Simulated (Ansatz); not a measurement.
# LaPt2: energy above lowest point against volume scale

Free energy against uniform scaling of the volume at fixed shape and fractions; periodic cell, basis, potentials, k mesh and filling as listed. The results are calculated, by Ansatz 0.2.0.

The cell before it is scaled or strained (space group Fd-3m, No. 227):
```
LaPt2
1.0
      0.0000     3.8870     3.8870
      3.8870     0.0000     3.8870
      3.8870     3.8870     0.0000
La Pt
2 4
Direct
  0.00000 0.00000 0.00000
  0.25000 0.25000 0.25000
  0.62500 0.62500 0.62500
  0.12500 0.62500 0.62500
  0.62500 0.62500 0.12500
  0.62500 0.12500 0.62500
```

Settings of every row: functional PBEsol; dispersion none; potentials PAW; wave cutoff 326.54 eV; density cutoff 1959.2 eV; k mesh 5x5x5; k shift 0x0x0; occupations fermi dirac; smearing width 0.1 eV; spin none; SCF threshold exponent -6.

Limits: coarse k mesh, up to 40 meV an atom off; cutoff under the advised one; no spin-orbit coupling, which can matter with elements this heavy.

```csv
row,volume scale,V (Å³/atom),energy above lowest point (meV/atom)
1,0.92,18.01,56.3
2,0.9467,18.533,19.8
3,0.9733,19.053,1.8
4,1,19.576,0
5,1.0267,20.099,12.4
6,1.0533,20.619,35.4
7,1.08,21.142,?
```

Question: what energy above lowest point should row 7 give?

Worked fit of energy above lowest point. Take u = (V_r/V)^(2/3) − 1 with V_r = 19.315 Å³ an atom, which is twice the finite (Eulerian) strain; such expansions in the strain, on which the Birch-Murnaghan equation of state is built, carry the rest volume and the bulk modulus. The shown rows have u = 0.04774, 0.02794, 0.00915, -0.00891, -0.02618, -0.04262. Least squares give energy above lowest point = −0.85 + 109.7 × u + 22710 × u² meV/atom; a straight line predicts inner rows, each left out in turn, worse (root mean square 18 against 0.46 meV/atom). The rows lie off it by 0.2, -0.1, -0.3, 0.0, 0.6, -0.3 (root mean square 0.31 meV/atom). The withheld row has u = -0.05847, so the fit gives −0.85 + 109.7 × (-0.05847) + 22710 × (-0.05847)² = 70.4 meV/atom.

The calculation gave 68.7 meV/atom. The fit lies 1.7 meV/atom (2.5 % of the value, 2.5 % of the column's range) above it; its largest miss of a shown row is 0.6 meV/atom. This row lies beyond the range of the fit.
